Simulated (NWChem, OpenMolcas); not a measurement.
**How basis sets differ on C2F2 (SMILES FC#CF)**

The species is C2F2 (4 atoms), meant as a singlet with charge 0. As SMILES, `FC#CF`. The coordinates come from a PBE0-D4/def2-TZVP relaxation.

Each level gives the electronic atomisation energy (eV). The values are calculated. Electronic energies at fixed atoms, without zero-point motion or spin-orbit coupling.

```csv
level,kind,program,value (eV),CPU time (all runs)
B3LYP/cc-pCVDZ,global hybrid,NWChem,16.41,5.3 s
B3LYP/cc-pVDZ,global hybrid,NWChem,16.37,4.4 s
B3LYP/6-31G* (spherical functions),global hybrid,OpenMolcas,16.73,16 s
B3LYP/6-31G* (Cartesian functions),global hybrid,NWChem,16.67,10 s
B3LYP/cc-pVTZ,global hybrid,NWChem,16.67,30 s
```

The values span 16.37 to 16.73 eV. Times are those of the runs behind each value, whatever else they computed, on shared processors of several kinds: orders of magnitude only.

Enlarging the valence basis from cc-pVDZ to cc-pVTZ strengthens the computed binding from 16.37 to 16.67 eV, whereas adding core functions at the double-zeta level barely matters, giving 16.41 eV. This is the expected pattern. The carbon 1s and fluorine 1s shells change little on atomisation, so most of their basis error cancels. The triple bond and the polar C–F bonds, with fluorine lone pairs next to the π system, need radial flexibility and higher angular functions more than the free atoms do.

Cartesian 6-31G* gives the same 16.67 eV as cc-pVTZ, but this is probably a cancellation of errors between molecule and atoms rather than a sign that the small basis is nearly complete. Basis size alone therefore does not order the values, as both 6-31G* results lie above those of the correlation-consistent double-zeta sets. The small gap between the spherical and Cartesian variants cannot be assigned to the extra s-type functions alone, because the program changes as well.
